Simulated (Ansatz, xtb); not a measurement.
Ligand exchange: SiH2(SiH3)Br + CHBrCl2 → SiH3(SiH3) + CBr2Cl2

Species: SiH2(SiH3)Br, singlet; CHBrCl2 (bromodichloromethane) `ClC(Cl)Br`, singlet; SiH3(SiH3) (disilane), singlet; CBr2Cl2 (dibromodichloromethane) `ClC(Cl)(Br)Br`, singlet. The partners trade Br for H: Si–Br and C–H bonds give way to Si–H and C–Br.

Shapes, held fixed at every level: PBE0-D4/def2-TZVP. Programs: Ansatz 0.2.0, xtb 6.7.1. The zero-point and thermal change to 298 K, harmonic and unscaled (PBE0-D4/def2-TZVP), is -11.9 kJ/mol.

```csv
level,kind,ΔH(298 K) (kJ/mol),less CCSD(T)/def2-TZVPP,CPU time (sum over the molecules)
GFN1-xTB,semi-empirical,+174.7,+5.2,0.21 s
PBE-D4/def2-TZVPP,GGA,+162.0,-7.5,23 s
BHLYP-D4/def2-TZVPP,global hybrid,+184.0,+14.5,34 s
PBE0-D4/def2-TZVPP,global hybrid,+174.8,+5.3,35 s
B2PLYP/def2-TZVPP,double hybrid,+173.9,+4.4,55 s
MP2/def2-TZVPP,perturbation theory,+166.3,-3.2,–
CCSD(T)/def2-SVP,coupled cluster or CI,+162.8,-6.7,33 s
CCSD/def2-SVP,coupled cluster or CI,+169.3,-0.2,–
CCSD(T)/def2-TZVPP,coupled cluster or CI,+169.5,0.0,7.1 min
```

The highest level, CCSD(T)/def2-TZVPP, gives ΔH(298 K) = +169.5 kJ/mol; the levels span +162.0 to +184.0. The column of differences is taken from that level and isn't an error. No measured value is set beside it here. Relativity is left out for Br. Outer-core shells of Br are correlated in most correlated rows, in sets that cover them unevenly. Times are processor times on shared x86 and Arm servers, and rough.

Bromine clearly prefers silicon and hydrogen prefers carbon: the exchange is strongly endothermic at every level, and the spread between methods is small beside the reaction enthalpy. The Si–Br bond owes its strength largely to the electronegativity difference, which is much smaller in C–Br, while the compact carbon orbitals overlap better with hydrogen than the diffuse ones of silicon. Crowding among four heavy halogens in CBr2Cl2 probably adds to the cost.

The close agreement of CCSD/def2-SVP with the highest level looks like a cancellation. Adding triples in the small basis lowers the value to +162.8 kJ/mol, and enlarging the basis then raises it to +169.5 kJ/mol. Among the GGA and global hybrids, the enthalpy rises with the share of exact exchange, though the underlying functionals differ too.

Since two molecules give two molecules, entropy is unlikely to overturn the preference, so the reverse exchange should be favoured thermodynamically; how fast it would run is a separate question.
